In silicon carbide, one optical frequency, the two masses and a single stiffness ratio are enough to estimate the transverse phonon frequencies at the zone-boundary points L and X to within 7% of the computed values. The longitudinal modes need a second optical frequency, raised by the crystal's own electric field. Even then the lower longitudinal branch comes out 14 to 16% too low, and the reason for this shows what the rule leaves out.

ABINIT 10.8.3, LDA with PseudoDojo NC SR LDA v0.4.1 standard pseudopotentials: harmonic phonons of zinc-blende SiC in its relaxed cell, cutoff 1006.82 eV, 4×4×4 k mesh with four shifts. The q rows 1 to 3 are (0, 0, 0), (0.5, 0, 0) and (0.5, 0.5, 0) in reciprocal-lattice units; the acoustic sum rule is imposed, and the values at Γ leave out LO–TO splitting.

| row | phonon q row (row) | phonon frequency (cm⁻¹) |
| --- | --- | --- |
| 1 | 1 | 0.0 |
| 2 | 1 | 0.0 |
| 3 | 1 | 0.0 |
| 4 | 1 | 797.9 |
| 5 | 1 | 797.9 |
| 6 | 1 | 797.9 |
| 7 | 2 | 260.4 |
| 8 | 2 | 260.4 |
| 9 | 2 | 615.6 |
| 10 | 2 | 772.4 |
| 11 | 2 | 772.4 |
| 12 | 2 | 841.4 |
| 13 | 3 | 366.4 |
| 14 | 3 | 366.4 |
| 15 | 3 | 634.7 |
| 16 | 3 | 768.1 |
| 17 | 3 | 768.1 |
| 18 | 3 | 830.5 |

The column "phonon q row" numbers three wave vectors: 1 is Γ, where all cells move in step, 2 is L and 3 is X, where the motion alternates from cell to cell. At L and X the equal pairs are transverse modes and the single values longitudinal ones. The threefold 797.9 cm⁻¹ at Γ is the transverse optical frequency (TO), computed without the long-range field that stiffens the longitudinal optical mode (LO). The Born charge and the dielectric constant from the same calculation place LO at 971 cm⁻¹, so the top longitudinal branch falls on the way to L and X, although the table seems to show it rising.

The rule starts from two limits. In the first, all silicon atoms move together against all carbon atoms. Each atom is held by its four bonds, which act as one spring of stiffness $K$, and both masses swing at its ends. The squared frequency is then $S=K(1/M_{\rm Si}+1/M_{\rm C})$, and this is the optical mode at Γ. If both sublattices move the same way instead, no bond is strained and the frequency is zero.

In the second limit the pulls from an atom's four neighbours cancel, so each sublattice vibrates as if the other stood still. The squared frequencies are $K/M_{\rm C}$ and $K/M_{\rm Si}$, which are 70% and 30% of $S$, because carbon carries 30% of the total mass. The more unequal the masses, the further apart these two frequencies lie. With equal masses they coincide, as the two longitudinal modes of diamond do at X.

Every other case lies between these limits and is described by a coupling $c$, the fraction of the neighbours' pull that survives the cancellation. The two equations of motion, $M_1\omega^2u_1=K(u_1-cu_2)$ and the same with 1 and 2 exchanged, have the solutions

$$\omega^2=\frac{S}{2}\left[1\pm\sqrt{1-4p\,(1-c^2)}\right],\qquad p=\frac{M_1M_2}{(M_1+M_2)^2}.$$

For silicon carbide $p$ is 0.21. The plus sign gives the optical branch, the minus sign the acoustic one.

The tetrahedral geometry supplies $c$. A neighbour displaced along a cube axis pulls partly along that axis, with strength $A$, and partly along each of the other two axes, at right angles to it, with strength $B$. At X two neighbours move opposite to the other two, so the direct pulls cancel; the pulls at right angles add up for transverse waves, giving $c=B/A$, and vanish for longitudinal ones. At L one neighbour moves opposite to the other three, which leaves $c=(1+B/A)/2$ for transverse waves and $c=(1-2B/A)/2$ for longitudinal ones.

The smaller the ratio $B/A$, the better a bond resists sideways motion compared with stretching. If bonds resisted only stretching, $B$ would equal $A$, the coupling of transverse waves would be complete at both L and X, and their lower branches would drop to zero. Within this model the computed 260 and 366 cm⁻¹ are therefore the mark of sideways stiffness, though forces between more distant atoms, which the model leaves out, may also have a share in them. Solving the formula for these two frequencies gives $B/A$ close to 0.48 and 0.45, which I round to one half: a bond of the model is then four times stiffer against stretching than against sideways motion.

With this choice $c$ is 1/2 for transverse waves at X, 3/4 at L, and zero for longitudinal waves at both points. Take the transverse optical mode at X, row 16, which played no part in choosing the ratio. The steps are

$$\sqrt{1-4(0.21)(0.75)}\approx0.61,\qquad \sqrt{\frac{1+0.61}{2}}\approx0.90,$$

and, with the digits kept, this factor times the TO frequency at Γ gives 716 cm⁻¹. The calculation has 768 cm⁻¹, so the estimate is 7% low, the largest transverse miss.

For longitudinal modes I take $S$ from LO instead of TO, which assumes that the field stiffens them at L and X as much as it does near Γ. The lower longitudinal mode at X, row 15, then needs only one step: the heavy sublattice moves alone, so the frequency is $\sqrt{0.30}\times971\approx532$ cm⁻¹. The calculation has 635 cm⁻¹, and the estimate is 16% low. This row was not used to set the ratio either, and it is the worst in the table.

Over the twelve modes at L and X the average miss is 5% of the computed frequency. The upper longitudinal modes come out within 4%, about as well as most transverse ones. If TO is used for the longitudinal modes as well, they fall 20 to 31% short, so some extra stiffness is clearly needed. That LO supplies much of it supports the assumption but does not establish it, since a somewhat larger $S$ of any other origin would have helped as well.

All twelve estimates are too low. For the lowest branches, which set the ratio, this comes from rounding it up to one half. The shortfall as a whole has another cause, which a sum brings out. With bond forces alone, the squared frequencies of the six modes must add up to the same total at every wave vector, because the spring that holds each atom in place does not depend on how its unlike neighbours move. In the calculation the total, with LO included at Γ, is 9% higher at L and 15% higher at X. Only forces between atoms of the same kind can change it: silicon pulling on silicon and carbon on carbon. At Γ atoms of one kind move together and these forces stay idle, apart from the long-range field already counted in LO; at L and X they come into play and stiffen the crystal.

The longitudinal modes at X show where this stiffening matters most. Symmetry lets only one sublattice move in each of them, so bond forces alone would set their frequencies in the ratio $\sqrt{M_{\rm Si}/M_{\rm C}}\approx1.53$. The computed ratio is 1.31, because the lower mode is raised more than the upper one. If the heavier silicon moves in the lower mode, as its mass suggests, silicon gains more stiffness from its own kind than carbon does.

The rule therefore serves best for transverse modes and for the upper longitudinal branch, while a value for the lower longitudinal branch should be read as a lower estimate. These margins hold for silicon carbide at L and X, and they are relative to harmonic LDA frequencies, not to measured ones. For another crystal of this structure the masses and the optical frequencies must be replaced, and the stiffness ratio must be set anew from one known transverse acoustic frequency, because one half was chosen to fit silicon carbide.
